# Kinetic energy of H⁻ in regions with and without zero flux

## Problem

H⁻ ($Z=1$, fixed point nucleus, non-relativistic, spin singlet) is described by the two-exponent function of Chandrasekhar,

$$\Psi=\frac{\phi_a(r_1)\phi_b(r_2)+\phi_b(r_1)\phi_a(r_2)}{\sqrt{2(1+S^2)}},\qquad \phi_\zeta=\sqrt{\zeta^3/\pi}\;e^{-\zeta r},\qquad S=\langle\phi_a|\phi_b\rangle,$$

with assumed exponents $a=1.039\,a_0^{-1}$ and $b=0.283\,a_0^{-1}$. Energies are in hartree, $E_h=\hbar^2/ma_0^2=e^2/4\pi\varepsilon_0a_0=27.211$ eV. For real $\Psi$, with $\mathbf r_1=\mathbf r$,

$$G(\mathbf r)=\frac{\hbar^2}{2m}\,2\!\int|\nabla_1\Psi|^2d^3r_2,\qquad K(\mathbf r)=-\frac{\hbar^2}{2m}\,2\!\int\Psi\nabla_1^2\Psi\,d^3r_2 .$$

(a) Relate $K-G$ to the electron number density $\rho$ and state when $K(\Omega)=G(\Omega)$ for a region $\Omega$.
(b) Find the basin kinetic energy and the virial ratio.
(c) Evaluate $G$, $K$ and the electron count $N$ in nucleus-centred spheres of radius $R=1,2,5,10\,a_0$.
(d) Integrate $t_c=G+c\,(\hbar^2/m)\nabla^2\rho$ over the basin, and over the sphere $R=2\,a_0$ for $c=+\tfrac14,\,0,\,-\tfrac18,\,-\tfrac14$.
(e) Treat a half-space bounded by a plane through the nucleus.

## Solution

**(a)** With $\rho=2\int\Psi^2d^3r_2$ and $\nabla_1^2\Psi^2=2\Psi\nabla_1^2\Psi+2|\nabla_1\Psi|^2$,

$$K-G=-\frac{\hbar^2}{4m}\nabla^2\rho,\qquad K(\Omega)-G(\Omega)=-\frac{\hbar^2}{4m}\oint_{\partial\Omega}\nabla\rho\cdot\mathbf n\,dA,$$

with $\mathbf n$ the outward normal. No eigenvalue equation was used, so the identity holds for a trial function. The cusp adds nothing: $\rho'(0^+)$ is finite, and the flux $4\pi\epsilon^2\rho'(\epsilon)$ through a small sphere about the nucleus vanishes as $\epsilon\to0$. Equality requires zero net flux. Bader's local condition, $\nabla\rho\cdot\mathbf n=0$ on the finite boundary together with decay at infinity, is sufficient.

**(b)** The overlap is $S=8(ab)^{3/2}/(a+b)^3=0.55208$, so $S^2=0.30479$ and $D\equiv1+S^2=1.30479$. Define the normalised function $f_\lambda=\lambda^3e^{-\lambda r}/8\pi$. Then $\phi_a^2=f_{2a}$, $\phi_b^2=f_{2b}$, $\phi_a\phi_b=Sf_{a+b}$, and with $\nabla^2\phi_\zeta=(\zeta^2-2\zeta/r)\phi_\zeta$,

$$\rho=\frac{f_{2a}+f_{2b}+2S^2f_{a+b}}{D},\qquad G=\frac{\hbar^2}{2mD}\left[a^2f_{2a}+b^2f_{2b}+2S^2ab\,f_{a+b}\right],$$

$$K=\frac{\hbar^2}{2mD}\left[\Big(\frac{2a}{r}-a^2\Big)f_{2a}+\Big(\frac{2b}{r}-b^2\Big)f_{2b}+S^2\Big(\frac{2(a+b)}{r}-a^2-b^2\Big)f_{a+b}\right].$$

Since $\rho'<0$ at every $r>0$, all gradient paths end at the nucleus and the basin is all space. Using $\int f_\lambda\,d^3r=1$ and $\int f_\lambda r^{-1}d^3r=\lambda/2$, the cross term of $K$ gives $S^2[(a+b)^2-a^2-b^2]=2S^2ab$, as in $G$. Both densities yield

$$T=\frac{\hbar^2}{m}\,\frac{\tfrac12(a^2+b^2)+S^2ab}{D}=\frac{0.66942\,E_h}{1.30479}=0.51305\,E_h .$$

With $e'^2=e^2/4\pi\varepsilon_0$, the attraction is $V_{ne}=-Ze'^2(a+b)=-1.322\,E_h$. The Coulomb and exchange-type integrals are $J=e'^2ab(a^2+3ab+b^2)/(a+b)^3=0.2598\,E_h$ and $X=\tfrac{5}{16}e'^2S^2(a+b)=0.1259\,E_h$, so $V_{ee}=(J+X)/D=0.2956\,E_h$. Hence $V=-1.0264\,E_h$, $E=-0.5133\,E_h$ and $-V/T=2.0005$. The ratio equals 2 when $E$ is stationary under a common scaling of $a$ and $b$, which the three-decimal exponents satisfy only approximately.

**(c)** For $x=\lambda R$ the sphere integrals are

$$\int f_\lambda\,d^3r=P(x)=1-e^{-x}\big(1+x+\tfrac12x^2\big),\qquad \int \frac{f_\lambda}{r}\,d^3r=\frac{\lambda}{2}Q(x),\quad Q(x)=1-e^{-x}(1+x).$$

Label $\lambda=2a,\,2b,\,a+b$ by 1, 2, 3. Then $N=(P_1+P_2+2S^2P_3)/D$ and

$$G(R)=\frac{\hbar^2}{mD}\left[\tfrac12a^2P_1+\tfrac12b^2P_2+S^2abP_3\right],$$

$$K(R)=\frac{\hbar^2}{mD}\left[a^2\big(Q_1-\tfrac12P_1\big)+b^2\big(Q_2-\tfrac12P_2\big)+\tfrac12S^2\big((a+b)^2Q_3-(a^2+b^2)P_3\big)\right].$$

At $R=2\,a_0$: $x=4.156,\ 1.132,\ 2.644$; $P=0.78388,\ 0.10611,\ 0.49256$; $Q=0.91920,\ 0.31267,\ 0.74100$. Therefore

$$G=\frac{(0.42310+0.00425+0.04414)\,E_h}{1.30479}=0.3614\,E_h,$$

$$K=\frac{(0.56920+0.02079+0.11031)\,E_h}{1.30479}=0.5367\,E_h .$$

The surface term is obtained separately from the slope,

$$\rho'(R)=-\frac{(2a)^4e^{-x_1}+(2b)^4e^{-x_2}+2S^2(a+b)^4e^{-x_3}}{8\pi D}=-0.01395\,a_0^{-4},$$

$$\Delta(R)\equiv-\frac{\hbar^2}{4m}\,4\pi R^2\rho'(R)=0.1754\,E_h=4.77\ \text{eV}.$$

This equals $K-G$ for every $R$, because $Q-P=\tfrac12x^2e^{-x}$ makes the two expressions agree term by term. Each table entry is rounded separately.

| $R/a_0$ | $N$ | $G/E_h$ | $K/E_h$ | $\Delta/E_h$ |
|---|---|---|---|---|
| 1 | 0.348 | 0.1533 | 0.4300 | 0.2767 |
| 2 | 0.912 | 0.3614 | 0.5367 | 0.1754 |
| 5 | 1.626 | 0.4953 | 0.5172 | 0.0219 |
| 10 | 1.939 | 0.5106 | 0.5141 | 0.0035 |
| $\infty$ | 2 | 0.5131 | 0.5131 | 0 |

No finite sphere has zero net flux, and $\Delta>0$ throughout. $G(R)$ rises monotonically to $T$ because $G\ge0$ pointwise. $K(R)$ overshoots: at $2\,a_0$ it exceeds the total, and the exterior carries $T-K(R)=-0.0237\,E_h$, since $K(\mathbf r)$ is negative at large $r$.

**(d)** By (a), $(\hbar^2/m)\int_\Omega\nabla^2\rho\,d^3r=-4[K(\Omega)-G(\Omega)]$, so for a sphere $T_c(R)=G(R)-4c\,\Delta(R)$. The member $c=0$ is $G$ and $c=-\tfrac14$ is $K$. At $R=2\,a_0$,

$$T_{+1/4}=0.1860\,E_h,\quad T_0=0.3614\,E_h,\quad T_{-1/8}=0.4490\,E_h,\quad T_{-1/4}=0.5367\,E_h .$$

A suitable $c$ produces any value at all. Over the basin $R^2\rho'\to0$, and $T_c=0.51305\,E_h$ for every constant $c$. The uniqueness is that of this family. A density $G+\nabla\cdot\mathbf v$, with another field $\mathbf v$ that has no net flux at infinity or at the nuclei, also integrates to $T$ over all space. Over a basin in a molecule it reproduces $G(\Omega)$ only if $\mathbf v$ has no net flux through the boundary, which zero flux of $\nabla\rho$ does not ensure.

**(e)** $\nabla\rho$ is radial, so it lies in any plane through the nucleus and $\nabla\rho\cdot\mathbf n=0$ there; the hemisphere of radius $\epsilon$ about the cusp contributes $2\pi\epsilon^2\rho'\to0$. The half-space holds one electron and has $K=G=T_c=T/2=0.2565\,E_h$. A cone of solid angle $\omega$ with its apex at the nucleus has $T\omega/4\pi$ in the same way. Zero flux thus secures a $c$-independent kinetic energy without singling out the atom. The atomic basin needs the further requirement that it comprise all gradient paths ending at its attractor.

All numbers are those of the model function. It binds the second electron by $-\tfrac12E_h-E=0.0133\,E_h=0.36$ eV, roughly half the typical value for H⁻ of about 0.75 eV, because this small difference of energies is sensitive to the angular correlation that $\Psi$ lacks. The equality $K(\Omega)=G(\Omega)$ over the zero-flux regions is unaffected, as it follows from the identity in (a) for this $\Psi$ as it does for the exact state.